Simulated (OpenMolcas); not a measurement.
## Predicting a hybrid from its neighbours: GeH2O2

GeH2O2: 5 atoms, total charge 0, spin state singlet. As SMILES, `[OH][Ge][OH]`. The coordinates come from a PBE0-D4/def2-TZVP relaxation. This is one conformer, not always the lowest.

The HOMO–LUMO gap y, in eV, basis def2-SVPD; a is the functional's share of exact exchange. Programs: OpenMolcas 26.06.

```
functional     program     a  y (eV)
       PBE  OpenMolcas     0    4.48
    r2SCAN  OpenMolcas     0    4.83
     B3LYP  OpenMolcas   0.2    6.00
      PBE0  OpenMolcas  0.25       ?
     BHLYP  OpenMolcas   0.5    8.26
```

Fit y = c + s·a to the known rows and predict PBE0.


1. Means of the 4 rows: a = 0.1750, y = 5.893.
2. Σ(Δa)² = 0.1675, Σ(Δa·Δy) = 1.2052, so the slope is 1.2052/0.1675 = 7.1952.
3. Intercept: 5.893 − (7.1952) × 0.1750 = 4.634. The largest residual of the fit is 0.20.
4. PBE0: 4.634 + (7.1952) × 0.25 = 6.43 eV.

The run gave 6.38 eV, so the prediction is off by +0.05 eV, within the largest residual. Exact exchange lowers occupied levels and raises empty ones. The rows mix families of semi-local functionals, which the line can't see.

The gap widens steadily with the share of exact exchange, and the PBE0 result of 6.38 eV fits that nearly linear response. At zero exact exchange, however, r2SCAN still gives a larger gap than PBE, probably because its dependence on the kinetic-energy density makes its potential orbital-dependent. The intercept is therefore a compromise between two semi-local descriptions, not a property of the molecule.

In a singlet germylene such as Ge(OH)2, the HOMO is expected to be largely the germanium lone pair, with strong 4s character, and the LUMO the formally empty 4p orbital perpendicular to the molecular plane. Oxygen lone pairs donate into that 4p orbital and push the LUMO up, while the electronegative oxygens draw density through the σ bonds and stabilise the lone pair. Both effects favour a wide gap, even at a divalent centre with a vacant valence orbital. The successful interpolation shows that the functionals respond consistently, but not which gap is closest to the true fundamental gap, and none of them should be read as an optical excitation energy.
